## Choosing a functional and a basis for SF₆

For a molecule of fixed size, the work grows roughly as the third power of the number of basis functions. Going from def2-SVP to def2-TZVP raises that number from 102 to 223, so the cost rises by about (223/102)³ ≈ 10. With PBE0, this tenfold effort moves S1, the lowest singlet excitation energy, by less than 0.1 eV. A change of functional can move it by several electronvolts.

SF₆ in the gas phase, calculated with PySCF 2.14.0 using density fitting, at the PBE0-D3(BJ)/def2-SVP geometry. Excitation energies are vertical, from TDDFT with core orbitals frozen in the response; the brightest singlet is the one with the largest oscillator strength among the ten computed. Polarisabilities are isotropic averages.

```tsv
functional	basis	exact exchange, long range (%)	S1 (eV)	leading pair	brightest singlet (eV)	polarisability (bohr^3)
LDA	def2-SVPD	0	7.04	HOMO to LUMO	8.48	32.2
PBE	def2-SVPD	0	7.12	HOMO to LUMO	8.52	32.3
B3LYP	def2-SVPD	20	8.15	HOMO to LUMO	9.55	30.8
BHandHLYP	def2-SVPD	50	9.61	HOMO to LUMO	10.98	29.1
CAM-B3LYP	def2-SVPD	65	8.65	HOMO to LUMO	10.09	30.6
HF	def2-SVPD	100	11.62	HOMO to LUMO+4	12.87	27.1
LC-wPBE	def2-SVPD	100	8.96	HOMO to LUMO	10.43	30.5
wB97X-D	def2-SVPD	100	8.70	HOMO to LUMO	10.12	30.4
PBE0	6-31+G(d)	25	8.33	HOMO to LUMO	9.75	28.0
PBE0	6-31G(d)	25	8.51	HOMO to LUMO	9.95	23.1
PBE0	aug-cc-pVDZ	25	8.31	HOMO to LUMO	9.73	30.2
PBE0	def2-SVP	25	8.62	HOMO to LUMO	10.04	20.8
PBE0	def2-SVPD	25	8.49	HOMO to LUMO	9.90	30.4
PBE0	def2-TZVP	25	8.70	HOMO to LUMO	10.15	26.3
PBE0	def2-TZVPD	25	8.63	HOMO to LUMO	10.07	30.9
```

With def2-SVPD, S1 spans 4.6 eV between LDA and Hartree–Fock (HF), while the seven basis sets tried with PBE0 span only 0.4 eV. The functional is therefore the first decision for an excitation energy. For the polarisability the order is reversed, and the basis comes first.

### Why exact exchange raises S1

The excitation takes an electron from fluorine lone pairs into an S–F antibonding orbital. Exact exchange acts on it in two opposite ways. It removes part of the spurious repulsion of an occupied electron with itself, which pulls the lone pairs down. The empty antibonding orbital rises at the same time, and both shifts widen the orbital gap. It also adds an attraction between the excited electron and the hole left behind, and this takes back part of the rise.

For global functionals, which use the same share of exact exchange at every distance, this gives

S1 ≈ G + c − xJ,

where G is the HOMO–LUMO gap, x the share as a fraction, J the attraction at full exchange and c a small constant. A least-squares fit to LDA, PBE, B3LYP, PBE0 and BHandHLYP with def2-SVPD gives c = 0.19 eV and J = 9.1 eV. HF was left out because its leading pair is HOMO to LUMO+4. This need not mean a different kind of state: the lowest HF triplet mixes LUMO and LUMO+4, which suggests that the antibonding orbital is spread over several empty HF orbitals. Two unit charges one S–F bond apart attract each other by about as much, so J has the size expected in a compact molecule. The form of the equation is built into the method; the fit only shows how the two effects share out.

PBE0 with def2-TZVP, a row outside the fit, serves as an example. Its gap is 10.79 eV, so S1 ≈ 10.79 + 0.19 − 0.25 × 9.15 = 8.69 eV, against 8.70 eV in the table. Since PBE0 itself was in the fit with another basis, this tests only the step between basis sets: S1 follows the gap.

The same balance gives a rule for changing the functional. Between PBE and BHandHLYP, every ten percentage points of exact exchange widen the gap by about 1.4 eV, and the attraction takes back about 0.9 eV. S1 therefore rises by about 0.5 eV.

### Why a long-range share of 100% does not act like HF

The exchange column gives the share at long range, which is misleading for CAM-B3LYP, LC-wPBE and wB97X-D. These functionals use much less exact exchange at short range. wB97X-D has a gap 0.4 eV wider than BHandHLYP, yet its S1 lies 0.9 eV lower. The formula fails for such functionals if the long-range share is put in for x, because it then makes the attraction far too strong.

The reason lies in the size of the molecule. The long-range part of the Coulomb interaction varies much less across SF₆ than the full interaction does, and a constant interaction would widen the gap and strengthen the attraction by the same amount. Much of the long-range exchange therefore cancels in S1. Interpolation between PBE0 and BHandHLYP shows that the three functionals give the S1 of a global hybrid with about 29 to 35% exact exchange.

### Which functional to trust

General experience and theory speak against both ends of the range. LDA and PBE usually place valence excitations too low, because they lack exact exchange. HF usually places them too high, because it leaves out electron correlation. PBE0, CAM-B3LYP and wB97X-D lie between these ends and agree within 0.21 eV, but B3LYP and LC-wPBE widen the range to 0.8 eV. BHandHLYP, with its large share of exact exchange, would widen it further to 1.5 eV. This spread measures how sensitive the result is to a reasonable choice; it is not an error bar, and the true value may lie outside it.

The distance from S1 to the brightest of the ten computed singlets is far less sensitive. It stays between 1.37 and 1.47 eV in every row except HF, where it is 1.25 eV. Where the orbitals of both states were examined, with PBE0 and BHandHLYP, both states fill the same antibonding orbital from different fluorine lone pairs. An error in the energy of that orbital then largely cancels. Even PBE, which needs no exact exchange and is the cheaper for it, serves for this spacing if agreement with the hybrids within 0.1 eV is enough.

### Which basis to choose

The polarisability measures how far a field shifts the outer electrons, and this needs loose, diffuse functions. With PBE0, def2-SVP gives 20.8 bohr³ and def2-SVPD 30.4 bohr³. The larger def2-TZVP, which has no diffuse functions, reaches only 26.3 bohr³. Functions of the right kind thus matter more here than a large number of them, and def2-SVPD comes within 2% of def2-TZVPD.

Once diffuse functions are present, the functional makes a moderate difference. Relative to PBE0 with def2-SVPD, LDA and PBE give a polarisability about 6% higher and HF one 11% lower. This broadly fits the shift of the excitation energies: the higher the excitations lie, the harder it is for a field to mix empty orbitals into filled ones. The brightest singlets in the table serve only as a sign of that shift, since they are too weak to supply much of the polarisability themselves. The orbital gap alone is a poor guide, since wB97X-D has a wider gap than BHandHLYP but nearly the polarisability of PBE0. B3LYP and the range-separated functionals stay within about 1% of PBE0, so their differences in S1 hardly matter for this property.

S1 needs diffuse functions much less, as expected for an excitation into a valence orbital. Part of their effect also cancels, because they lower the energies of both the lone pairs and the antibonding orbital. Diffuse functions reduce S1 by 0.13 eV from def2-SVP to def2-SVPD and by 0.07 eV from def2-TZVP to def2-TZVPD. The step from def2-SVPD to def2-TZVPD raises it by 0.14 eV, so a lower excitation energy is no sign of a better basis. The lowest PBE0 value, 8.31 eV, belongs to aug-cc-pVDZ; a lack of tight d functions on sulphur may contribute, but this is untested.

### A practical rule

For a survey in which half an electronvolt is tolerable as a basis error, PBE0 with def2-SVP is enough for S1, but not for the polarisability. For both properties together, def2-SVPD is the economical choice. If 0.1 eV matters, def2-TZVPD is the better start, though no larger basis was tried to show that it is converged. The geometry needs a check too: all rows share one from def2-SVP, and an excitation into an S–F antibonding orbital should be sensitive to the bond length.

Repeating the calculation with CAM-B3LYP or wB97X-D can reveal a problem, but agreement does not prove the result right. For S1 both act like global hybrids not far from PBE0, so all three can be wrong together. At this accuracy, a correlated wavefunction calculation is a better use of the time than a still larger basis with the same functional.
